\section*{Trace formula for gratings: counting every plane wave once}

\textbf{Warning: the section marked WRONG contains a deliberate mistake. Its result, $36~\mathrm{W\,m^{-2}K^{-1}}$ per $\mathrm{cm^{-1}}$, is five times too large.} The mistake is to integrate the Bloch wavevector $k_x$ over the whole real axis while the trace already runs over diffraction orders.

\subsection*{Conventions and the formula}

Two opaque bodies face each other across a vacuum gap of width $d$, body 1 below and body 2 above. Time dependence is $e^{-i\omega t}$, $k_0=\omega/c$, and a gap wave with in-plane wavevector $\mathbf{k}$ has $k_z=\sqrt{k_0^2-k^2}$, with $k_z=i\kappa$, $\kappa>0$, when it is evanescent. The amplitude of an $s$ wave is its electric field along $\hat{\mathbf{s}}=\hat{\mathbf{z}}\times\hat{\mathbf{k}}$, that of a $p$ wave is $\mu_0 c$ times its magnetic field along the same $\hat{\mathbf{s}}$, and each amplitude is multiplied by $\sqrt{|k_z|}$, so that all propagating waves carry the same flux per squared amplitude. The net flux per unit area is
\begin{equation}
q=\int_0^\infty\frac{d\omega}{2\pi}\,[\Theta(\omega,T_1)-\Theta(\omega,T_2)]\,\Phi(\omega),\qquad \Theta=\frac{\hbar\omega}{e^{\hbar\omega/k_BT}-1},
\label{flux}
\end{equation}
where $\Phi$ is the number of transmitting channels per unit area.

\emph{Flat bodies.} Here $\mathbf{k}$ is conserved, $R_1$ and $R_2$ are $2\times2$ matrices in polarisation, each referred to its own surface, $D=(1-R_1R_2e^{2ik_zd})^{-1}$, and
\begin{equation}
\Phi=\int_{\mathbb{R}^2}\frac{d^2k}{(2\pi)^2}\,\tau(\mathbf{k}),\quad
\tau=\begin{cases}\mathrm{Tr}[(1-R_2^\dagger R_2)D(1-R_1R_1^\dagger)D^\dagger], & k<k_0\\ \mathrm{Tr}[(R_2^\dagger-R_2)D(R_1-R_1^\dagger)D^\dagger]\,e^{-2\kappa d}, & k>k_0.\end{cases}
\label{flat}
\end{equation}

\emph{Gratings.} With period $\Lambda$ along $x$ and $G=2\pi/\Lambda$, reflection couples $k_x$ to $k_x+nG$. The matrices carry the indices (order $n$, polarisation). Each order has its own $k_{z,n}$, and propagating and evanescent orders can occur in one matrix, so the scalar exponentials become a diagonal matrix $X=\mathrm{diag}(e^{ik_{z,n}d})$ and the two cases merge. With $\tilde R_2=XR_2X$, $D=(1-R_1\tilde R_2)^{-1}$ and the projectors $\Pi_p$, $\Pi_e$ on propagating and evanescent orders,
\begin{align}
W_1&=\Pi_p-R_1\Pi_pR_1^\dagger-i(R_1\Pi_e-\Pi_eR_1^\dagger),\nonumber\\
W_2&=\Pi_p-\tilde R_2^\dagger\Pi_p\tilde R_2-i(\Pi_e\tilde R_2-\tilde R_2^\dagger\Pi_e),\nonumber\\
\Phi&=\int_{-\pi/\Lambda}^{\pi/\Lambda}\frac{dk_x}{2\pi}\int_{-\infty}^{\infty}\frac{dk_y}{2\pi}\,\mathcal{T},\qquad \mathcal{T}=\mathrm{Tr}[W_2DW_1D^\dagger].
\label{grating}
\end{align}
$W_1$ is the correlation matrix of the waves emitted by body 1 per unit $\Theta$, $D$ sums the round trips, and $W_2$ is the quadratic form for the power that body 2 absorbs. For up-going amplitudes $a$ and reflected amplitudes $b=\tilde R_2a$, a propagating order carries $|a_n|^2-|b_n|^2$ and an evanescent one $2\,\mathrm{Im}(a_n^*b_n)$, which adds up to $a^\dagger W_2a$. For a single evanescent order $X=e^{-\kappa d}$, $W_1=-i(R_1-R_1^\dagger)$ and $W_2=-i(R_2-R_2^\dagger)e^{-2\kappa d}$, and the second line of Eq.~\eqref{flat} follows. A code keeps the orders $n=-N,\dots,N$, and we call the truncated trace $\mathcal{T}_N$.

\subsection*{The test system}

Two $\alpha$-quartz plates have their optic axes parallel, in the surface plane and along $x$, so $\varepsilon_{xx}=\varepsilon_e$ and $\varepsilon_{yy}=\varepsilon_{zz}=\varepsilon_o$. The gap is $d=50$~nm, $T=300$~K, and we work at $\tilde\nu=520~\mathrm{cm^{-1}}$. The grating code is given $\Lambda=200$~nm and zero groove depth. The surfaces are then flat, so the correct answer is known in nearly closed form, while all the bookkeeping over orders is exercised.

The zone meant here is the grating's: $G=0.0314~\mathrm{nm^{-1}}$, zone edge $\pi/\Lambda=0.0157~\mathrm{nm^{-1}}$. The crystal's zone edge along the axis is $\pi/c_0=5.81~\mathrm{nm^{-1}}$ for the compiled lattice constant $c_0=5.4047$~\AA{} (Sutter 2016), 370 times further out, and it plays no part in a description by a local permittivity.

The permittivities come from a Lorentz model,
\begin{equation}
\varepsilon(\tilde\nu)=\varepsilon_\infty+\sum_j\frac{S_j\tilde\nu_j^2}{\tilde\nu_j^2-\tilde\nu^2-i\gamma_j\tilde\nu},
\end{equation}
with the compiled mean $\varepsilon_\infty=2.36$ (Chen 2018) for both axes and approximate, typical oscillators $(\tilde\nu_j,S_j,\gamma_j)$, frequencies and widths in $\mathrm{cm^{-1}}$. Ordinary: $(394,0.33,3)$, $(450,0.82,4)$, $(697,0.02,8)$, $(797,0.11,7)$, $(1072,0.69,8)$. Extraordinary: $(364,0.68,5)$, $(495,0.72,5)$, $(778,0.10,8)$, $(1080,0.68,7)$. The static limit of the extraordinary set is 4.54, which lies 2.1\,\% below the compiled value 4.6368 (Crystal data cards). At $520~\mathrm{cm^{-1}}$,
\begin{equation}
\varepsilon_o=0.61+0.09i,\qquad\varepsilon_e=-4.11+0.72i,
\end{equation}
and these rounded values are used below. The real parts have opposite signs, so the model is hyperbolic here; the window runs from the zero of $\mathrm{Re}\,\varepsilon_o$ at 508 to that of $\mathrm{Re}\,\varepsilon_e$ at $552~\mathrm{cm^{-1}}$.

\subsection*{Flat-plate reference}

With $k_0=0.327~\mu\mathrm{m}^{-1}$ we have $k_0d=0.0163$, so the flux is carried by $k\sim1/d\gg k_0$. There $r_{sp}$ and $r_{ps}$ are of order $k_0/k$, $r_{ss}$ is of order $(k_0/k)^2$, and $r_{pp}$ is electrostatic. Let $\phi$ be the angle between $\mathbf{k}$ and the optic axis. A potential $e^{i\mathbf{k}\cdot\mathbf{x}-Qz}$ in the upper crystal (surface at $z=0$) obeys $\varepsilon_oQ^2=\varepsilon_ek_x^2+\varepsilon_ok_y^2$ with $\mathrm{Re}\,Q>0$. In the gap the potential is $e^{-kz}+\rho e^{kz}$. Continuity of the potential and of $D_z$ gives $1-\rho=\varepsilon_{\rm eff}(1+\rho)$ with $\varepsilon_{\rm eff}=\varepsilon_oQ/k$. The magnetic amplitude follows $E_z$, so $r_{pp}=-\rho$:
\begin{equation}
r(\phi)=\frac{\varepsilon_{\rm eff}-1}{\varepsilon_{\rm eff}+1},\qquad\varepsilon_{\rm eff}^2=\varepsilon_o^2\sin^2\phi+\varepsilon_o\varepsilon_e\cos^2\phi .
\end{equation}
Here $\varepsilon_o^2=0.3640+0.1098i$ and $\varepsilon_o\varepsilon_e=-2.5719+0.0693i$, and the principal root is the decaying branch. $\mathrm{Re}\,\varepsilon_{\rm eff}^2$ is negative for $\phi<69^\circ$, where the wave propagates into the crystal and $\mathrm{Im}\,r$ is large.

Both plates have the same $r$. With $x=2kd$ and $z=r^2$, Eq.~\eqref{flat} becomes $\tau=4(\mathrm{Im}\,r)^2e^{-x}/|1-ze^{-x}|^2$. Since $e^{-x}\,\mathrm{Im}\,z/|1-ze^{-x}|^2=\mathrm{Im}\sum_{n\ge1}z^ne^{-nx}$ for $|z|<1$,
\begin{equation}
\int_{x_0}^\infty\frac{x\,e^{-x}\,dx}{|1-ze^{-x}|^2}=\frac{\mathrm{Im}\,[\mathrm{Li}_2(ze^{-x_0})-x_0\ln(1-ze^{-x_0})]}{\mathrm{Im}\,z}.
\label{radial}
\end{equation}
Put $x_0=0$, $k\,dk=x\,dx/4d^2$, $\mathrm{Im}\,z=2\,\mathrm{Re}\,r\,\mathrm{Im}\,r$, and use the four equal quadrants:
\begin{equation}
\Phi_0=\frac{J}{\pi^2d^2},\qquad J=\int_0^{\pi/2}F\,d\phi,\qquad F=\frac{\mathrm{Im}\,r}{2\,\mathrm{Re}\,r}\,\mathrm{Im}\,\mathrm{Li}_2(r^2).
\end{equation}
\begin{center}
\begin{tabular}{l|cccccccc}
$\phi$ (deg)&0&15&30&45&60&67.5&75&90\\\hline
$F$&0.60&0.61&0.64&0.65&0.51&0.19&0.016&0.005
\end{tabular}
\end{center}
The trapezoidal rule in steps of $7.5^\circ$ gives $J=0.709$, and steps of $15^\circ$ give a value 0.6\,\% higher. The retardation and $s$--$p$ mixing terms dropped above enter at relative order $|\varepsilon_e|(k_0d)^2=1.1\times10^{-3}$ times a logarithm of order $\ln(1/k_0d)$, so we quote results to two figures: $\Phi_0d^2=0.072$ and $\Phi_0=29~\mu\mathrm{m}^{-2}$. The blackbody value is $k_0^2/2\pi=0.0170~\mu\mathrm{m}^{-2}$, smaller by a factor $1.7\times10^3$.

The spectral heat-transfer coefficient follows from Eq.~\eqref{flux} with $d\omega/2\pi=c\,d\tilde\nu$:
\begin{equation}
h_{\tilde\nu}=c\,k_B\,\frac{u^2e^u}{(e^u-1)^2}\,\Phi,\qquad u=\frac{hc\tilde\nu}{k_BT}=2.494 .
\end{equation}
The fraction equals 0.610, and with $c$ in cm/s the prefactor of $\Phi$ is $2.53\times10^{-13}~\mathrm{W\,K^{-1}}$ per $\mathrm{cm^{-1}}$. The model's flat-plate value is
\begin{equation}
h_{\tilde\nu,0}=7.3~\mathrm{W\,m^{-2}K^{-1}}\text{ per }\mathrm{cm^{-1}} .
\end{equation}

\subsection*{The attempt (WRONG)}

The attempt starts from a working flat-plate program and reasons as follows.
\begin{enumerate}
\item Keep the wavevector quadrature of Eq.~\eqref{flat}, which covers the whole plane and is well tested.
\item Replace the $2\times2$ trace $\tau$ by the grating trace $\mathcal{T}_N$ of dimension $2(2N+1)$.
\item Validate at $N=0$ and zero depth. The output is $7.3$, the flat-plate value, so the program is declared correct.
\item Choose $N$ for production. The gap damps an order as $e^{-2|k_x+nG|d}$. Five orders span $|k_x|\le5\pi/\Lambda$, where $2|k_x|d=7.85$, so $N=2$ should do.
\end{enumerate}
The quantity evaluated is
\begin{equation}
\Phi_N^{\rm wrong}=\int_{-\infty}^{\infty}\frac{dk_x}{2\pi}\int_{-\infty}^{\infty}\frac{dk_y}{2\pi}\,\mathcal{T}_N(k_x,k_y)\qquad\text{(WRONG)}.
\label{wrong}
\end{equation}
At zero depth no order couples to another. All matrices are block diagonal, and
\begin{equation}
\mathcal{T}_N(k_x,k_y)=\sum_{n=-N}^{N}\tau(k_x+nG,k_y),
\label{blocks}
\end{equation}
which is correct. For $N=2$ the quadrature returns $\Phi d^2=0.36$ and
\begin{equation}
h_{\tilde\nu}^{\rm wrong}=36~\mathrm{W\,m^{-2}K^{-1}}\text{ per }\mathrm{cm^{-1}}\qquad\text{(WRONG)},
\end{equation}
with the tempting explanation that the higher orders open extra tunnelling channels.

\subsection*{The symptom}

\emph{The result depends on a number that is not a property of the sample.} Flat plates have no period. $\Lambda$ and $N$ are labels in the program, so a converged flux cannot depend on them, and a flat surface cannot gain channels from being called a grating.

\emph{The result does not converge in $N$.} The outputs for $N=0,1,2,3$ are 7.3, 22, 36 and 51, in the ratio $1:3:5:7$. A truncation effect would die out roughly as $e^{-2NGd}$, whereas these increments are constant.

\emph{Black bodies exceed the Stefan--Boltzmann law.} Set $R_1=R_2=0$. Then $D=1$, $W_1=W_2=\Pi_p$, and $\mathcal{T}_N$ is twice the number of propagating orders. Counted once, the light disc gives $\Phi=2\pi k_0^2/(2\pi)^2=k_0^2/2\pi$, and Eq.~\eqref{flux} gives $\sigma(T_1^4-T_2^4)$, that is $h=4\sigma T^3=6.12~\mathrm{W\,m^{-2}K^{-1}}$ at 300~K. As $k_x$ sweeps the whole axis in Eq.~\eqref{wrong}, each of the five orders passes through the disc in turn and the program returns 30.6. This test needs no material data.

The validation in step 3 could not see any of this. At $N=0$ the trace has one order and Eq.~\eqref{wrong} coincides with Eq.~\eqref{flat}.

\subsection*{The faulty line}

The fault is the range of $k_x$ in Eq.~\eqref{wrong}, inherited in step 1. Insert Eq.~\eqref{blocks} and shift $k_x\to k_x-nG$ in term $n$. The infinite range is unchanged by the shift, so every term is the complete flat-plate integral:
\begin{equation}
\Phi_N^{\rm wrong}=\sum_{n=-N}^{N}\int_{\mathbb{R}^2}\frac{d^2k}{(2\pi)^2}\,\tau(\mathbf{k})=(2N+1)\,\Phi_0 .
\label{factor}
\end{equation}

A count of modes shows where the correct range comes from. Impose periodic boundary conditions over $L=M\Lambda$ with $M$ odd. The plane waves have $K_x=2\pi j/L$ for all integers $j$, and every $j$ is written in exactly one way as $j=j_0+nM$ with $|j_0|\le(M-1)/2$. The full trace over $j$ is therefore a sum over $j_0$ of traces over $n$, since the grating leaves $j_0$ unchanged. The label $j_0$ takes $M$ values, which fill one zone, $|k_x|<\pi/\Lambda$, and $L^{-1}\sum_{j_0}\to\int_{\rm BZ}dk_x/2\pi$. If $j_0$ runs over all integers, the plane wave $j$ appears once for every retained $n$.

The argument holds at any groove depth. The pair $(k_x+G,n)$ is the same plane wave as $(k_x,n+1)$, so $R_{mn}(k_x+G)=R_{m+1,n+1}(k_x)$, and the same holds for $X$, $\Pi_p$ and $\Pi_e$. In the untruncated basis all matrices at $k_x+G$ are those at $k_x$ conjugated by the unitary shift of the index, and
\begin{equation}
\mathcal{T}_\infty(k_x+G,k_y)=\mathcal{T}_\infty(k_x,k_y).
\label{periodic}
\end{equation}
A positive periodic function has no finite integral over the whole axis. Eq.~\eqref{wrong} is finite only because $\mathcal{T}_N$ decays once $|k_x|$ exceeds about $NG$, when all retained orders are strongly damped. For a grating of finite depth whose trace converges with $N$, $\mathcal{T}_N$ is periodic in the interior of that range, and the two edge regions move outwards with a shape that no longer depends on $N$. Each unit of $N$ then adds two periods, so the increments of $\Phi_N^{\rm wrong}$ tend to twice the true $\Phi$. The exact factor $2N+1$ belongs to zero depth.

\emph{A variant that hides the second symptom.} Many flat-plate codes cut the integral at $|k_x|\le K$. The output then does converge in $N$, to the integral of Eq.~\eqref{periodic} over a window of $2K/G=K\Lambda/\pi$ periods. A window of $m$ whole periods gives exactly $m$ times the true flux. The cutoff $K=5/d$ spans 6.37 periods in our geometry, and because $\mathcal{T}\ge0$ the converged output lies between 6 and 7 times the true value. The linear growth has moved from $N$ to $K$, so both must be varied.

\subsection*{The mended calculation}

Restrict $k_x$ to the first zone as in Eq.~\eqref{grating}. The same shifts now carry the zone onto adjacent intervals that tile a strip without overlap:
\begin{equation}
\Phi_N=\sum_{n=-N}^{N}\int_{(2n-1)\pi/\Lambda}^{(2n+1)\pi/\Lambda}\frac{dK_x}{2\pi}\int\frac{dk_y}{2\pi}\,\tau=\int_{|K_x|<K_N}\frac{d^2K}{(2\pi)^2}\,\tau,\qquad K_N=\frac{(2N+1)\pi}{\Lambda}.
\end{equation}
So $\Phi_N$ rises towards $\Phi_0$ from below. Along the direction $\phi$ the strip ends at $x_0=\xi_N/\cos\phi$, with $\xi_N=2K_Nd=(2N+1)\pi/2$ for $\Lambda=4d$, and the missing part follows from Eq.~\eqref{radial}:
\begin{equation}
1-\frac{\Phi_N}{\Phi_0}=\frac1J\int_0^{\pi/2}d\phi\,\frac{\mathrm{Im}\,r}{2\,\mathrm{Re}\,r}\,\mathrm{Im}\,[\mathrm{Li}_2(r^2e^{-x_0})-x_0\ln(1-r^2e^{-x_0})].
\end{equation}
\begin{center}
\begin{tabular}{c|c|c|c}
$N$&$\xi_N$&$\Phi_N/\Phi_0$ (first zone)&$\Phi_N^{\rm wrong}/\Phi_0$\\\hline
0&1.57&0.51&1\\
1&4.71&0.967&3\\
2&7.85&0.998&5\\
3&11.0&1.000&7
\end{tabular}
\end{center}
The choice $N=2$ in step 4 was sound: it leaves out 0.17\,\% of the flux, of the same size as or less than the retardation terms. The first row deserves attention. The correct program fails the naive check at $N=0$, because one order covers only the central strip and returns about half the flux, while the faulty program passes it. A zero-depth test means something only when $N$ is large enough for convergence, and it should be repeated with a second value of $\Lambda$.

The strip cuts along $k_x$, here the optic axis, which is the centre of the hyperbolic sector where $F$ is large. Turning the axis along the grooves changes the third column, because the cut then falls on the directions of small $F$. The factor in Eq.~\eqref{factor} stays as it is, since it comes from counting alone and holds for any $\tau$, including the full $2\times2$ form with $s$--$p$ mixing.

\subsection*{Size of the error}

For the model quartz plates at $d=50$~nm, 300~K and $520~\mathrm{cm^{-1}}$, with $N=2$, the faulty range gives 36 against the converged $7.3~\mathrm{W\,m^{-2}K^{-1}}$ per $\mathrm{cm^{-1}}$. The excess is 29 in the same unit, or $+400$\,\%, and the ratio to the mended result at the same $N$ is 5.01. At zero depth the factor is independent of frequency, so the frequency-integrated coefficient is also five times too large. It dwarfs both the truncation loss and the neglected retardation.

The absolute value 7.3 is the model's and rests on the approximate oscillators; $\varepsilon_o$ is small and changes quickly this close to its zero, so another parameter set will shift it. As a crude weighing, holding it constant over the hyperbolic window of $44~\mathrm{cm^{-1}}$ gives about $3\times10^2~\mathrm{W\,m^{-2}K^{-1}}$, a plausible share of the total of order $10^3~\mathrm{W\,m^{-2}K^{-1}}$ typical of silica plates at this gap. The faulty value over the same window gives $1.6\times10^3$ from this one band alone.

Three checks belong in every new grating code: $R=0$ must return $k_0^2/2\pi$ for several $N$, provided the retained orders cover the light disc; zero depth must converge to the flat result from below for two different periods; and $\mathcal{T}_N(k_x+G)$ must equal $\mathcal{T}_N(k_x)$ to the truncation accuracy, which certifies that one zone holds all the information.